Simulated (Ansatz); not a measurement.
## Ligand exchange: SnH(CH3)3 + CHI3 → Sn(CH3)3I + CH2I2

Gas-phase species: SnH(CH3)3, singlet; CHI3 (iodoform) `IC(I)I`, singlet; Sn(CH3)3I (iodotrimethylstannane), singlet; CH2I2 `ICI`, singlet. The partners trade H for I: Sn–H and C–I bonds give way to Sn–I and C–H.

Shapes, held fixed at every level: PBE0-D4/def2-TZVP. Programs: Ansatz 0.2.0. The zero-point and thermal change to 298 K, harmonic and unscaled (PBE0-D4/def2-TZVP), is +12.3 kJ/mol.

**Question.** Estimate ΔH(298 K) of this reaction.

**Answer.** The highest level, CCSD(T)/def2-TZVPP, gives ΔH(298 K) = -187.7 kJ/mol; the levels span -233.1 to -184.6. The column of differences is taken from that level and isn't an error. No measured value is set beside it here. For atoms past krypton def2 sets carry core potentials with scalar relativity. Outer-core shells of I, Sn are correlated, in sets that cover them unevenly.

```tsv
level	kind	ΔH(298 K) (kJ/mol)	less CCSD(T)/def2-TZVPP
HF/def2-SVP	Hartree–Fock	-233.1	-45.4
HF/def2-TZVPP	Hartree–Fock	-228.0	-40.3
PBE-D4/def2-TZVPP	GGA	-184.6	+3.1
PBE0-D4/def2-TZVPP	global hybrid	-197.0	-9.3
wB97M-V/def2-TZVPP	range-separated hybrid	-195.0	-7.3
B2PLYP/def2-TZVPP	double hybrid	-194.3	-6.6
CCSD/def2-TZVPP	coupled cluster or CI	-193.5	-5.8
CCSD(T)/def2-TZVPP	coupled cluster or CI	-187.7	0.0
```

The exchange is strongly exothermic at every level, and the choice of method changes its size but not its direction. The driving force is the pairing of partners: a weak C–I bond gives way to a strong C–H bond, while electropositive tin gives up a fairly weak, weakly polar bond to hydrogen for a more polar one to iodine. Relief of crowding among the three iodines of iodoform probably adds to this. The vibrational term of +12.3 kJ/mol opposes the reaction, as expected when hydrogen moves from a soft Sn–H bond to a stiffer C–H bond, but it is far too small to offset the electronic gain.

Hartree–Fock makes the reaction much too exothermic relative to the correlated levels, probably because it misses the dispersion-like attraction between neighbouring iodines that stabilises iodoform. Perturbative triples shift the CCSD value of -193.5 to -187.7 kJ/mol, a modest change beside the total. Only Hartree–Fock is given in two basis sets, so the basis-set convergence of the coupled-cluster value remains untested.
